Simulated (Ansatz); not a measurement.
## A series in volume ratio on LaZn

Plane-wave density functional theory, PAW datasets, Gaussian smearing 0.05 eV: equation of state, the given cell scaled in volume with shape and atoms relaxed at each volume. The results are calculated, by Ansatz 0.2.0.

The cell before it is scaled or strained (space group Pm-3m, No. 221):
```
LaZn
1.0
      3.6935     0.0000     0.0000
      0.0000     3.6935     0.0000
      0.0000     0.0000     3.6935
La Zn
1 1
Direct
  0.00000 0.00000 0.00000
  0.50000 0.50000 0.50000
```

Settings of every row: paw set soft_2; functional PBEsol; spin treatment none; moment partition spheres; spin axis none; wave cutoff 420 eV; k mesh 8x8x8; symmetry use detected.

Atom hubbard u: 0 on all atoms.

| row | volume ratio | V (Å³/atom) | energy above given cell (meV per atom) | pressure (GPa) |
| --- | --- | --- | --- | --- |
| 1 | 0.96 | 24.185 | 6.85 | 2.321 |
| 2 | 0.98 | 24.689 | 1.58 | 1.09 |
| 3 | 1 | 25.193 | 0 | -0.02 |
| 4 | 1.02 | 25.697 | ? | ? |
| 5 | 1.04 | 26.201 | 6.42 | -1.929 |

Question: what energy above given cell and pressure should row 4 give?

Worked fit of energy above given cell. Take u = (V_r/V)^(2/3) − 1 with V_r = 24.941 Å³ an atom, which is twice the finite (Eulerian) strain; such expansions in the strain, on which the Birch-Murnaghan equation of state is built, carry the rest volume and the bulk modulus. The shown rows have u = 0.02073, 0.00679, -0.00668, -0.03232. Least squares give energy above given cell = 0.356 + 117.42 × u + 9439.1 × u² meV per atom; a straight line predicts inner rows, each left out in turn, worse (root mean square 4.2 against 0.018 meV per atom). The rows lie off it by 0.00, -0.01, 0.01, 0.00. Its lowest point lies at u = -0.0062, or V = 25.18 Å³ an atom, and the curvature there gives the bulk modulus with shape and atoms relaxed, B = (4/9)(1 + u)² E″(u)/V = 52.7 GPa. The withheld row has u = -0.01971, so the fit gives 0.356 + 117.42 × (-0.01971) + 9439.1 × (-0.01971)² = 1.71 meV per atom.

The calculation gave 1.72 meV per atom. The fit lies 0.01 meV per atom (0.15 % of the column's range) below it, one unit of the last digit.

Worked fit of pressure. Take u = (V_r/V)^(2/3) − 1 with V_r = 24.941 Å³ an atom, which is twice the finite (Eulerian) strain; such expansions in the strain, on which the Birch-Murnaghan equation of state is built, carry the rest volume and the bulk modulus. The shown rows have u = 0.02073, 0.00679, -0.00668, -0.03232. Least squares give pressure = 0.5212 + 82.508 × u + 207.37 × u² GPa; a straight line predicts inner rows, each left out in turn, worse (root mean square 0.091 against 0.0019 GPa). The rows lie off it by 0.000, -0.001, 0.001, 0.000. The pressure vanishes at u = -0.0064, or V = 25.18 Å³ an atom, and there the bulk modulus with shape and atoms relaxed is B = −V dP/dV = (2/3)(1 + u) dP/du = 52.9 GPa. The withheld row has u = -0.01971, so the fit gives 0.5212 + 82.508 × (-0.01971) + 207.37 × (-0.01971)² = -1.024 GPa.

The calculation gave -1.023 GPa. The fit lies 0.001 GPa (0.024 % of the column's range) below it, one unit of the last digit.
